Squeezing layered PtS₂ by a tenth of its volume makes it about three times as stiff, while stretching it by only a twentieth makes it roughly half as stiff. Over nearly the same range of volume the calculated crystal turns from a metal or semimetal into a semiconductor with a gap of half an electronvolt. If the crystal is stretched to 19.014 Å³ an atom, a tenth beyond its computed rest volume, how hard does it pull back, how much energy has it stored, and how wide is its gap?

PtS₂ (CdI₂ type, P-3m1), with cell shape and atoms relaxed at each volume in Ansatz 0.2.0: PBE with D3(BJ) dispersion, plane-wave PAW, scalar-relativistic, no spin polarisation, cutoff 420 eV, 12×12×8 k mesh, Gaussian smearing of 0.01 eV. Energies count from the minimum of a third-order Birch-Murnaghan fit; pressures come from the computed stress, positive in compression.

| volume per atom (Å³/atom) | energy over minimum (meV/atom) | pressure (GPa) | band gap on mesh (eV) |
| --- | --- | --- | --- |
| 15.211 | 53.9 | 10.63 | 0.000 |
| 15.730 | 26.3 | 6.58 | 0.000 |
| 16.248 | 10.2 | 3.59 | 0.000 |
| 16.767 | 2.2 | 1.41 | 0.000 |
| 17.285 | 0.1 | 0.00 | 0.060 |
| 17.804 | 1.8 | -0.97 | 0.273 |
| 18.322 | 5.9 | -1.59 | 0.502 |
| 19.014 | ? | ? | ? |

Two limiting cases frame the answer. A PtS₂ crystal is a stack of sheets, strongly bonded inside and weakly bound to each other, so it acts like a soft spring in series with a stiff one. Under strong compression the soft space between the sheets is used up, and the stiff Pt–S bonds must give way. Under strong stretching the sheets part, and the tension must finally fade to nothing, because separated sheets no longer pull on each other.

The known pressures fit this picture. The bulk modulus, which is the pressure needed per fractional change of volume, is about 120 GPa between the two smallest cells and only about 22 GPa between the two largest known ones. Each further step of stretching adds less tension than the one before. The relaxed cells show the direction of the softness. From rest to the smallest cell, the repeat along the stack shrinks by almost a tenth, from 4.664 to 4.217 Å, while the edge within the sheets shrinks by little more than 1 %, from 3.583 to 3.535 Å. The sheets take a growing share of the squeeze: of four nearly equal steps in volume, the first shortens their edge by only 0.004 Å, the last by about 0.02 Å. How the shortening of the stack divides between the sheets and the space between them isn't listed, but the space is expected to take most of it.

A formula for this softening should let the forces die away as atoms separate. Vinet's equation of state does so, because it assumes that binding decays exponentially with distance:

$$P = 3B\,\frac{1-x}{x^2}\,e^{\eta(1-x)},\qquad x=(V/V_0)^{1/3}.$$

Here $P$ is the pressure, $V$ the volume per atom, $V_0$ the volume of zero pressure and $B$ the bulk modulus there, while $\eta$ sets how fast the stiffness changes. A fit to the six known cells with non-zero pressure gives $B\approx 39$ GPa and $\eta\approx 16.8$. At rest the bulk modulus then rises by about 12 GPa for each GPa of pressure. The data carry a warning that this rate is unusual, and soft spaces between stiff sheets would explain it.

The cell in question was not part of that fit. Its volume gives $x=(19.014/17.285)^{1/3}=1.0323$, so $1-x=-0.0323$. The first factor is then $3\times 39\times(-0.0323)/1.0323^2\approx-3.5$ GPa, which is what a nearly constant stiffness would give. The exponential, $e^{-16.8\times 0.0323}\approx 0.58$, takes away some two fifths of it, and that is the softening. **The forecast is a pressure of −2.1 ± 0.2 GPa**, the minus sign meaning tension.

The range is a judgement, because another respectable formula disagrees. The third-order Birch-Murnaghan equation, fitted to the same cells, gives −1.85 GPa, just outside the range. Over all known cells it even has the slightly smaller average error in pressure. Vinet's misses, however, lie mainly at the compressed end, whereas in the largest known cell it is almost exact and Birch-Murnaghan is 3 % too weak. For a step further outwards, that neighbour deserves the most weight.

The stored energy follows from the tension, since it is the work done in pulling the crystal apart. Between the largest known cell and the new one the tension averages about 1.9 GPa over 0.69 Å³ an atom, which amounts to about 8 meV. Added to the 5.9 meV already stored, this more than doubles the energy. **The forecast is 13.9 ± 0.6 meV an atom.**

The gap needs a separate argument. At the rest volume the cell's geometry puts sulphur atoms of neighbouring sheets only about 3.1 Å apart, well inside their usual contact distance of roughly 3.6 Å. Their p states then overlap and spread into broad bands, which narrows the gap and can close it. Pulling the sheets apart weakens this coupling. This cause is argued from the structure and not shown, since the orbitals that make up the band edges aren't listed.

In the three known cells with a gap, it grows almost in proportion to the added volume. A straight line through them reaches zero near 17.15 Å³, between the last cell without a gap and the first with one, as it should. At 16.767 Å³ the line has fallen to −0.16 eV, and there the calculated valence and conduction bands do overlap by 0.16 eV. Continued outwards, the line gives **a forecast of 0.79 ± 0.10 eV, with the crystal still a semiconductor**. The line can't hold for ever, because the gap of widely separated sheets must settle at the value of a single sheet. A change in which states form the band edges could also bend it.

The withheld rows as computed:

| volume per atom (Å³/atom) | energy over minimum (meV/atom) | pressure (GPa) | band gap on mesh (eV) |
| --- | --- | --- | --- |
| 19.014 | 13.7 | -2.09 | 0.733 |

All three values fall within their ranges. The tension is the closest hit, with a miss of about 0.02 GPa, while Birch-Murnaghan falls short by about 0.24 GPa. The formula with the better average over the known cells was thus the poorer guide beyond them. The likely reason is its form. It lets the ratio of pressure to strain fall along a single straight line, and four of the six cells that set this line are compressed ones. At a larger stretch the line would carry the tension through zero, whereas Vinet's exponential only fades. One hit on one cell favours Vinet's form for this stretch, but doesn't prove it for wider ones, where the dispersion attraction between the sheets is expected to fade more slowly than an exponential.

The energy forecast is 0.2 meV too high, a difference too small to interpret. The agreement shows that energies and pressures of the same calculation belong together, and it is no test against a real crystal. The size of the energy is more telling. Stretching by a tenth costs about 14 meV an atom, whereas squeezing by slightly less, to 15.730 Å³, costs about 26 meV. The soft direction is outwards.

The gap shows the largest miss for its range: the line overshoots by 0.06 eV. Over the last step the gap grew by $(0.733-0.502)/(19.014-18.322)\approx 0.33$ eV for each added Å³ an atom, against about 0.44 in the step before. A parabola through the three known gaps does worse than the line, because it bends upwards where the computed gap bends down. Fading coupling between the sheets would cause such a slowing, but so would a change of band edge, and the listed values can't tell the two apart.

The trend deserves more trust than the volume at which the gap closes. The gaps come from a mesh of k points and are upper limits, so the small 0.06 eV at the rest volume may vanish between them. PBE usually makes gaps too narrow, which would put the closure at too large a volume, and spin-orbit coupling, which can shift the band edges, is left out. The computed rest cell also stacks its sheets too tightly, with a repeat of 4.664 Å against a measured value of roughly 5.0 Å. Its nearly closed gap therefore belongs to sheets pressed too close, and real PtS₂ at rest is a clear semiconductor. The output below lists both equations of state and the gap line beside the computed values.

Printed output of the fit:

```
fit of lnB on 6 rows (off): constant 3.668 +/- 0.0071, coefficient of u 16.82 +/- 0.29; rms 0.0124, worst 16.248 -0.0186, leave-one-out rms 0.0173
  rows outside the fit (model, value, miss): 17.285 3.668, 3.681, -0.0126; 19.014 3.125, 3.135, -0.0103
Models and computed values:
     row  P GPa  P Vinet  P Birch-Murnaghan  E meV  E Vinet  gap eV  gap line
  15.211  10.63    10.77              10.54   53.9    53.53       0   -0.8267
   15.73   6.58    6.514              6.533   26.3    25.94       0   -0.6055
  16.248   3.59    3.524              3.591   10.2    9.994       0   -0.3847
  16.767   1.41    1.434              1.471    2.2     2.17       0   -0.1635
  17.285      0        0                  0    0.1        0    0.06   0.05726
  17.804  -0.97  -0.9666            -0.9688    1.8    1.673   0.273    0.2785
  18.322  -1.59   -1.594             -1.543    5.9    5.888   0.502    0.4993
  19.014  -2.09   -2.069             -1.849   13.7    13.92   0.733    0.7942
Forecast pressure, range 0.2 either way (GPa): -2.069
Pressure, forecast less computed (GPa): 0.02137
Forecast energy, range 0.6 either way (meV/atom): 13.92
Energy, forecast less computed (meV/atom): 0.2208
Forecast gap, range 0.10 either way (eV): 0.7942
Gap, forecast less computed (eV): 0.06121
Gap at the withheld volume from the parabola (eV): 0.8335
Rms pressure miss of Vinet on known rows (GPa): 0.06342
Rms pressure miss of Birch-Murnaghan on known rows (GPa): 0.04756
Vinet bulk modulus at rest (GPa): 39.17
Vinet pressure derivative of the bulk modulus: 12.21
Bulk modulus between the two smallest cells (GPa): 120.7
Bulk modulus between the two largest known cells (GPa): 21.62
Volume where the gap line reaches zero (cubic angstrom an atom): 17.15
```
